## Vibrational energy carried by a polaron hop

A small polaron moves only when its surroundings have borrowed enough vibrational energy to bring two electronic levels into coincidence. Whether that energy travels with the charge decides how the thermopower depends on temperature. The two-site treatment below follows Holstein's molecular-crystal model (1959) and Emin's analysis of hopping thermopower (1975). Formulas are in SI units, $\beta=1/k_BT$, and energies are quoted in meV ($1\ \text{meV}=1.602\times10^{-22}$ J). All energies are those of the carrier of charge $q$, that is, hole energies if $q=+e$.

### 1. Premises

1. The carrier hops from site $i$ to site $f$. Site $j$ has its own harmonic coordinate $x_j$ with force constant $K_j$ and mass $M_j$.
2. The coupling is linear: the level on site $j$ is $\varepsilon_j-A_jx_j$.
3. The vibrations are classical and return to equilibrium with the local lattice between hops.
4. The transfer integral $J$ is small (non-adiabatic limit) and independent of the $x_j$.
5. A site holds at most one carrier, carriers on different sites do not interact, and occupations of neighbouring sites are uncorrelated. The parameters $\varepsilon_j$, $A_j$, $K_j$, $J$ do not depend on temperature.

The potential energies with the carrier on $i$ and on $f$ are

$$U_i=\varepsilon_i-A_ix_i+\tfrac12K_ix_i^2+\tfrac12K_fx_f^2,\qquad U_f=\varepsilon_f-A_fx_f+\tfrac12K_ix_i^2+\tfrac12K_fx_f^2 .\tag{1}$$

Completing the square, an occupied site relaxes to $x_j=A_j/K_j$ and has the polaron energy $E_j=\varepsilon_j-\lambda_j$, with the relaxation energy $\lambda_j=A_j^2/2K_j$. Define $D=E_f-E_i$ and $\lambda=\lambda_i+\lambda_f$.

### 2. Coincidence configurations and the rate

Measure the displacements from the initial minimum in energy units, $p=A_ix_i-2\lambda_i$ and $r=A_fx_f$. Since $\tfrac12K_jx^2=(A_jx)^2/4\lambda_j$, and $\varepsilon_f-\varepsilon_i=D+\lambda_f-\lambda_i$,

$$U_i=E_i+\frac{p^2}{4\lambda_i}+\frac{r^2}{4\lambda_f},\qquad g\equiv U_f-U_i=D+\lambda+p-r .\tag{2}$$

The transfer is sudden: positions and velocities do not change during it, so energy conservation requires $g=0$. A passage through $g=0$ at speed $|\dot g|$ transfers the carrier with the Landau–Zener probability $1-\exp(-2\pi J^2/\hbar|\dot g|)\approx2\pi J^2/\hbar|\dot g|$. Passages occur at the rate $\langle\delta(g)|\dot g|\rangle$. In the product the speed cancels:

$$\Gamma_{if}=\frac{2\pi J^2}{\hbar}\langle\delta(g)\rangle .\tag{3}$$

The hops therefore sample the line $g=0$ with the plain Boltzmann weight of $U_i$. Put $r=p+D+\lambda$ in (2) and complete the square in $p$:

$$U_i-E_i=\frac{\lambda}{4\lambda_i\lambda_f}\Big[p+(D+\lambda)\frac{\lambda_i}{\lambda}\Big]^2+\frac{(D+\lambda)^2}{4\lambda}.\tag{4}$$

The integral over $p$ gives $\sqrt{4\pi k_BT\lambda_i\lambda_f/\lambda}$, and the normalisation of the two Gaussians is $\sqrt{4\pi\lambda_ik_BT}\sqrt{4\pi\lambda_fk_BT}$. Hence

$$\Gamma_{if}=\frac{J^2}{\hbar}\sqrt{\frac{\pi\beta}{\lambda}}\exp\Big[-\beta\frac{(D+\lambda)^2}{4\lambda}\Big],\tag{5}$$

which is the Marcus form. Equation (4) also gives the averages over hops,

$$\langle p\rangle=-(D+\lambda)\frac{\lambda_i}{\lambda},\qquad\langle r\rangle=(D+\lambda)\frac{\lambda_f}{\lambda},\qquad\text{var}\,p=2k_BT\frac{\lambda_i\lambda_f}{\lambda}.\tag{6}$$

### 3. Where the energy $D$ comes from

The vibrational energy of a site is counted from the minimum that belongs to its current occupation. Kinetic energies are unchanged by the hop. Site $i$ goes from occupied to empty and site $f$ from empty to occupied, so the changes are

$$\Delta_i=\frac{(p+2\lambda_i)^2-p^2}{4\lambda_i}=p+\lambda_i,\qquad\Delta_f=\frac{(r-2\lambda_f)^2-r^2}{4\lambda_f}=\lambda_f-r .\tag{7}$$

On the line $g=0$ their sum is $-D$ in every hop. Inserting (6),

$$\langle\Delta_i\rangle=-D\frac{\lambda_i}{\lambda},\qquad\langle\Delta_f\rangle=-D\frac{\lambda_f}{\lambda}.\tag{8}$$

The energy $D$ is drawn from the two sites in the ratio $\lambda_i:\lambda_f$. The barrier does not appear in (8). At the saddle point of (4) site $i$ holds $\lambda_i(\lambda+D)^2/4\lambda^2$ before the hop and $\lambda_i(\lambda-D)^2/4\lambda^2$ after it. For $D=0$ each site receives back, on average, exactly what it lent.

Now count the total energy of each site, with the coupling term assigned to the site it acts on. Site $i$ falls from $E_i$ plus its vibrational energy to the new vibrational energy alone, a loss $E_i-\Delta_i$. Site $f$ gains $E_f+\Delta_f$, the same amount. By (7) this amount is $\varepsilon_i-A_ix_i$, the electronic level at the instant of coincidence. Its mean is the energy carried from $i$ to $f$:

$$E^*=E_i+D\frac{\lambda_i}{\lambda}=\frac{\lambda_fE_i+\lambda_iE_f}{\lambda}=\frac{E_i+E_f}{2}+E_{\rm vib},\qquad E_{\rm vib}=\frac D2\,\frac{\lambda_i-\lambda_f}{\lambda_i+\lambda_f}.\tag{9}$$

Four properties follow. $E_{\rm vib}$ is unchanged under $i\leftrightarrow f$, since $D$ and $\lambda_i-\lambda_f$ both change sign: the reverse hop carries the same $E^*$ back, as equilibrium requires. It is bounded, $|E_{\rm vib}|\le|D|/2$. It vanishes if $D=0$ or $\lambda_i=\lambda_f$, and so for equivalent sites. If the sites differ only in relaxation ($\varepsilon_i=\varepsilon_f$), then $D=\lambda_i-\lambda_f$ and $E_{\rm vib}=(\lambda_i-\lambda_f)^2/2\lambda\ge0$, which does not average away over bonds.

The step from (4) to (8) works for any number of linearly coupled modes. Mode $k$ adds to $g$ an independent Gaussian term of variance $2\lambda_kk_BT$, where $\lambda_k$ is its reorganisation energy in the transfer, and it supplies $D\lambda_k/\lambda$ with $\lambda=\sum_k\lambda_k$. A bridging atom at the midpoint enlarges only the denominator of $E_{\rm vib}$. At $D=0$ no mode gains or loses energy on average.

### 4. The Seebeck coefficient of a bond

The heat carried per particle is $E^*-\mu$, and the Kelvin relation then gives $qST=E^*-\mu$. This can be confirmed without the bookkeeping of Section 3. Hold the sites at temperatures $T_i$, $T_f$. An occupied and an empty site have the same vibrational partition function apart from the factor $e^{-E_j/k_BT_j}$, so the occupation $f_j$ defines a local electrochemical potential $\mu_j$ through $f_j/(1-f_j)=\gamma\exp[-(E_j-\mu_j)/k_BT_j]$. The constant $\gamma$ is the ratio of spin and orbital degeneracies of the occupied and empty site, taken equal on all sites. The gap is Gaussian with variance $2\lambda k_BT^*$, where $T^*=(\lambda_iT_i+\lambda_fT_f)/\lambda$, and its mean is $\lambda+D$ for the forward hop and $\lambda-D$ for the reverse hop. Thus $\Gamma_{if}/\Gamma_{fi}=e^{-D/k_BT^*}$. For the fluxes $F_\to=f_i(1-f_f)\Gamma_{if}$ and $F_\leftarrow=f_f(1-f_i)\Gamma_{fi}$,

$$k_B\ln\frac{F_\to}{F_\leftarrow}=-\frac{E_i-\mu_i}{T_i}+\frac{E_f-\mu_f}{T_f}-\frac{D}{T^*}.\tag{10}$$

Set $T_j=T+\delta T_j$ and $\mu_j=\mu+\delta\mu_j$. The zeroth order vanishes, and electrostatic shifts of the $E_j$ cancel at first order. The coefficient of $\delta T_i/T^2$ is $E_i-\mu+D\lambda_i/\lambda=E^*-\mu$, and that of $\delta T_f/T^2$ is $-(E_f-\mu)+D\lambda_f/\lambda=-(E^*-\mu)$. Therefore

$$k_BT\ln\frac{F_\to}{F_\leftarrow}=(\delta\mu_i-\delta\mu_f)-\frac{E^*-\mu}{T}(\delta T_f-\delta T_i).\tag{11}$$

With $S$ defined by $\Delta\mu=-qS\,\Delta T$ at zero current, (11) gives

$$S=\frac{E^*-\mu}{qT},\tag{12}$$

in accord with (9). At uniform temperature (11) gives the current $q(F_\to-F_\leftarrow)=q\beta F(\delta\mu_i-\delta\mu_f)$, hence the bond conductance $G=q^2\beta F$, with $F$ the equilibrium flux.

### 5. The two activation energies

Take a simple cubic lattice of spacing $a$ with alternating sites A and B, and set $i=A$, $f=B$. All bonds are alike, so $\sigma=G/a$ and (12) is the Seebeck coefficient of the crystal. In equilibrium $f_A(1-f_B)/f_B(1-f_A)=e^{\beta D}$, so $f_A(1-f_B)e^{-\beta D/2}=\sqrt{f_A(1-f_A)f_B(1-f_B)}$. Expanding the square in (5),

$$\sigma=\frac{q^2J^2}{a\hbar}\sqrt{\frac\pi\lambda}\,\beta^{3/2}\sqrt{f_A(1-f_A)f_B(1-f_B)}\;e^{-\beta(\lambda/4+D^2/4\lambda)} .\tag{13}$$

Define the local slopes $E_\sigma=-d\ln(\sigma T^{3/2})/d\beta$ and $E_S=d(qS/k_B)/d\beta$, and let $\eta_j=\beta(E_j-\mu)$, $\eta_j'=d\eta_j/d\beta$. From $df/d\eta=-f(1-f)$ follows $d\ln[f(1-f)]/d\eta=-(1-2f)$. By (9) and (12), $qS/k_B=(\eta_A+\eta_B)/2+\beta E_{\rm vib}$. Then

$$E_\sigma=\frac\lambda4+\frac{D^2}{4\lambda}+\frac12\sum_j(1-2f_j)\eta_j',\qquad E_S=\frac12\sum_j\eta_j'+E_{\rm vib},\tag{14}$$

$$E_\sigma-E_S=\frac\lambda4+\frac{D^2}{4\lambda}-E_{\rm vib}-f_A\eta_A'-f_B\eta_B' .\tag{15}$$

For equivalent sites $D=0$, $E_{\rm vib}=0$, $f_A=f_B=c$ and $\eta'=E_S$. Equation (12) becomes the Heikes formula $S=(k_B/q)\ln[\gamma(1-c)/c]$, and with the hopping barrier $E_a=\lambda/4$,

$$E_\sigma-E_S=E_a-2cE_S\;\longrightarrow\;E_a\quad(c\ll1).\tag{16}$$

For dilute carriers the relation $E_\sigma-E_S=E_a$ holds for any temperature dependence of $\mu$, because $c(T)$ enters $-\ln\sigma$ and $qS/k_B$ in the same way. The barrier slows the carrier but is not carried by it. If $c$ is fixed by doping, $E_S=0$ and $E_\sigma=E_a$. If $c$ is neither small nor fixed, site blocking supplies the term $-2cE_S$.

### 6. Range of validity

**Linear coupling.** Equivalence of the sites is not enough to make $E_{\rm vib}$ vanish. Let the force constant be $K$ on an empty site and $K(1-s)$ on an occupied one, so that the level is $\ell(x)=\varepsilon-Ax-\tfrac12sKx^2$ and $E_0=\varepsilon-\lambda_0/(1-s)$ with $\lambda_0=A^2/2K$. On the coincidence line $x_i=x_f=x$ the energy is $\varepsilon-Ax+\tfrac12K(2-s)x^2$, with its minimum $\varepsilon-\lambda_0/(2-s)$ at $x_0=A/K(2-s)$. The carried energy is again the level at coincidence, $\ell(x_0)=\varepsilon-2\lambda_0/(2-s)-s\lambda_0/(2-s)^2$. Subtracting $E_0$ from both,

$$E_a=\frac{\lambda_0}{(1-s)(2-s)},\qquad E_{\rm vib}=\ell(x_0)-E_0=\frac{s}{2-s}E_a .\tag{17}$$

Fluctuations about $x_0$ add leading terms proportional to $k_BT$, which shift $S$ by a constant and leave its slope alone. With softening, $E_S=\eta'+E_{\rm vib}$ is finite even at fixed $c$.

**Non-adiabatic limit.** For modes of one frequency $\omega=\sqrt{K_j/M_j}$, equipartition gives $\langle\dot g^2\rangle=\sum_jA_j^2k_BT/M_j=2\lambda\omega^2k_BT$. The expansion leading to (3) needs

$$J\ll J_c=\Big[\frac{\hbar\omega}{2\pi}\sqrt{2\lambda k_BT}\Big]^{1/2}.\tag{18}$$

For larger $J$ the system follows the lower adiabatic surface. At $D=0$, minimising (2) at fixed $g$ gives $U_{i,f}-E_i=(g\mp\lambda)^2/4\lambda$, so the lower eigenvalue of the two-level problem is $(g^2+\lambda^2)/4\lambda-\sqrt{g^2/4+J^2}$. It equals $\lambda/4-J$ at $g=0$ and $-J^2/\lambda$ at its minima, which leaves the two-site barrier $(\lambda-2J)^2/4\lambda$. The attempt rate is then of order $\omega/2\pi$, so $\sigma T$ replaces $\sigma T^{3/2}$. The two slopes differ: $-d\ln(\sigma T^{3/2})/d\beta=-d\ln(\sigma T)/d\beta+k_BT/2$. The charge no longer moves suddenly, so (7) to (9) are not established in this regime.

**Classical vibrations.** For quantum oscillators at $D=0$ the golden rule gives $\Gamma=(J/\hbar)^2\int dt\,\exp\{-\Sigma[2n+1-(n+1)e^{-i\omega t}-ne^{i\omega t}]\}$, with $\Sigma=\lambda/\hbar\omega$ and $n$ the Bose occupation. Let $y=\beta\hbar\omega/2$. Then $2n+1=\coth y$, $2\sqrt{n(n+1)}=1/\sinh y$, and an imaginary shift of $t$ turns the bracket into $\coth y-\cos\omega t/\sinh y$. A Gaussian integral over the central peak (dispersion damps the others) gives $\Gamma\propto\sqrt{\sinh y}\,e^{-\Sigma\tanh(y/2)}$. The slope that replaces $E_a$ in (16) is

$$-\frac{d\ln(\Gamma\beta^{-1/2})}{d\beta}=\frac{\lambda}{4\cosh^2(y/2)}-\frac{\hbar\omega}{4}\Big(\coth y-\frac1y\Big),\tag{19}$$

which tends to $\lambda/4$ as $y\to0$. The vanishing of $E_{\rm vib}$ survives. With linear coupling, emptying and filling equivalent sites have the same probability $P(\Delta)$ of vibrational energy change, and the weight $P(\Delta)P(-\Delta)$ of a hop at $D=0$ is even in $\Delta$.

**Other limits.** Premise 3 fails if the carrier hops again before the lattice relaxes. Premise 5 fails where distortions overlap, and near a magnetic transition, where $J$ and $\gamma$ depend on spin order. In a random network the bonds differ, and (12) must be averaged with the weights of the current-carrying paths.

### 7. Numerical illustration

For paramagnetic La$_{0.67}$Ca$_{0.33}$MnO$_3$ take the approximate inputs $E_\sigma=100$ meV and $E_S=10$ meV, read as the slopes of Section 5. The carriers are holes (Mn$^{4+}$ among Mn$^{3+}$) with $c\le0.33$. Take $T=400$ K ($k_BT=34.5$ meV), well above the typical Curie temperature near 260 K, and a typical Mn–O mode energy $\hbar\omega\approx60$ meV.

The dilute form of (16) gives $E_a=90$ meV ($1.44\times10^{-20}$ J), $\lambda=360$ meV and $\lambda_i=\lambda_f=180$ meV. Each site lends 45 meV at the saddle point and recovers it. By (6) and (7) single hops shift vibrational energy with a spread of 79 meV about the mean of zero.

At fixed $c$, linearly coupled equivalent sites have $E_S=0$, so the 10 meV needs an origin, and the inferred barrier depends on it:

| Assumed origin of $E_S$ | Relation | $E_a$ of the model |
|---|---|---|
| release of dilute carriers | $E_\sigma-E_S$ | 90 meV |
| release of carriers, $c$ near 0.33 | $E_\sigma-E_S+2cE_S$ | 97 meV |
| softening at fixed $c$ | $E_\sigma$ | 100 meV |

The blocking term is 6.6 meV. The last row needs $s/(2-s)=0.1$, that is $s=0.18$, a mode frequency lower by 10 per cent on the occupied site.

For inequivalent sites assume $\lambda_A=200$ meV, $\lambda_B=160$ meV and equal bare levels, so $D=40$ meV. Then $E_{\rm vib}=2.2$ meV, worth 5.6 μV/K in $S$, and $D^2/4\lambda=1.1$ meV. At fixed doping $f_A+f_B=0.66$ gives $f_A=0.45$ and $f_B=0.21$. The conditions $\eta_B'-\eta_A'=D$ and $\sum_jf_j(1-f_j)\eta_j'=0$ give $\eta_A'=-15.9$ meV and $\eta_B'=24.1$ meV. Equations (14) and (15) yield $E_S=6.3$ meV and $E_\sigma-E_S=\lambda/4+1.1$ meV. Moderate inequivalence thus produces a slope $E_S$ of the assumed order, mostly through the occupations, and hardly disturbs the difference. The term grows where sites differ strongly, as in an amorphous gate oxide such as HfO$_2$. Assumed relaxation energies of 500 and 300 meV, of the order typical for polaron trapping, give the model bond $E_{\rm vib}=25$ meV, or 83 μV/K at 300 K.

The neglected effects in the manganite exceed $E_S$ or rival it. If the 100 meV came from a plot of $\sigma T$, the slope of $\sigma T^{3/2}$ would be higher by $k_BT/2=17$ meV. With $y=0.87$ the first term of (19) is reduced by the factor 0.83 and the second is 4 meV, so a slope of 90 meV needs $\lambda/4\approx0.11$ eV. Condition (18) gives $J_c=39$ meV, while a typical Mn–Mn transfer integral is 0.1 eV or more, so the hop is not non-adiabatic. A two-site adiabatic barrier of 90 meV with $J=0.1$ eV needs $\lambda=0.70$ eV.

The model's result is a slope $E_a$ of about 90 to 100 meV, and its $\lambda=4E_a\approx0.36$ eV is less secure. By (2) the vertical gap at the relaxed geometry is $\lambda$ for $D=0$, so the model puts the polaron absorption band near 0.36 eV. As typical knowledge, this band lies at roughly 0.5 to 1 eV in paramagnetic manganites of this kind, so the classical non-adiabatic reading is low by about a factor of two, and both the quantum and the adiabatic correction raise $\lambda$.